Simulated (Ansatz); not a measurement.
A series in volume per atom on Ir

Periodic Kohn-Sham DFT of a crystal at fixed atoms; pressure and stress are positive in compression; the energy is the free energy less that of spherical unpolarised free atoms; site moments are those in the method's own spheres, positive along +z. The results are calculated, by Ansatz 0.2.0.

Cell of the first row (space group Fm-3m, No. 225):
```
CELL_PARAMETERS angstrom
0.00000 1.88800 1.88800
1.88800 0.00000 1.88800
1.88800 1.88800 0.00000
ATOMIC_POSITIONS crystal
Ir 0.00000 0.00000 0.00000
```

Settings of every row: method all-electron LAPW; functional PBE; relativity scalar; k mesh 18x18x18; filling fermi-dirac; smearing width 0.03 eV; basis error target 0.5 meV/atom; nucleus gaussian.

Atom start moment: 0 on all atoms.

Limits: no spin-orbit coupling on heavy atoms.

```
row  volume per atom (Å³)  energy less free atoms (eV/atom)  pressure (GPa)
  1                13.459                           -9.1465           31.07
  2                13.881                                 ?               ?
  3                 14.31                           -9.2371           4.567
  4                 14.74                           -9.2353          -5.615
  5                15.169                           -9.2085         -14.106
```

Question: what energy less free atoms and pressure should row 2 give?

Worked fit of energy less free atoms. Take u = (V_r/V)^(2/3) − 1 with V_r = 14.525 Å³ an atom, which is twice the finite (Eulerian) strain; such expansions in the strain, on which the Birch-Murnaghan equation of state is built, carry the rest volume and the bulk modulus. The shown rows have u = 0.05213, 0.00999, -0.00975, -0.02851. Least squares give energy less free atoms = −9.23971 − 0.078 × u + 35.787 × u² eV/atom; a straight line predicts inner rows, each left out in turn, worse (root mean square 0.035 against 0.00051 eV/atom). The rows lie off it by 0.0000, -0.0002, 0.0002, -0.0001. Its lowest point lies at u = 0.0011, or V = 14.5 Å³ an atom, and the curvature there gives the bulk modulus at fixed shape and fractions, B = (4/9)(1 + u)² E″(u)/V = 352 GPa. The withheld row has u = 0.0307, so the fit gives −9.23971 − 0.078 × (0.0307) + 35.787 × (0.0307)² = -9.2084 eV/atom.

The calculation gave -9.209 eV/atom. The fit lies 0.0006 eV/atom (0.66 % of the column's range) above it; its largest miss of a shown row is 0.0002 eV/atom.

Worked fit of pressure. Take u = (V_r/V)^(2/3) − 1 with V_r = 14.525 Å³ an atom, which is twice the finite (Eulerian) strain; such expansions in the strain, on which the Birch-Murnaghan equation of state is built, carry the rest volume and the bulk modulus. The shown rows have u = 0.05213, 0.00999, -0.00975, -0.02851. Least squares give pressure = −0.7635 + 518.126 × u + 1773.71 × u² GPa; a straight line predicts inner rows, each left out in turn, worse (root mean square 1.8 against 0.064 GPa). The rows lie off it by 0.003, -0.023, 0.032, -0.012 (root mean square 0.021 GPa). The pressure vanishes at u = 0.0015, or V = 14.49 Å³ an atom, and there the bulk modulus at fixed shape and fractions is B = −V dP/dV = (2/3)(1 + u) dP/du = 349 GPa. The withheld row has u = 0.0307, so the fit gives −0.7635 + 518.126 × (0.0307) + 1773.71 × (0.0307)² = 16.815 GPa.

The calculation gave 16.757 GPa. The fit lies 0.058 GPa (0.13 % of the column's range) above it; its largest miss of a shown row is 0.032 GPa.
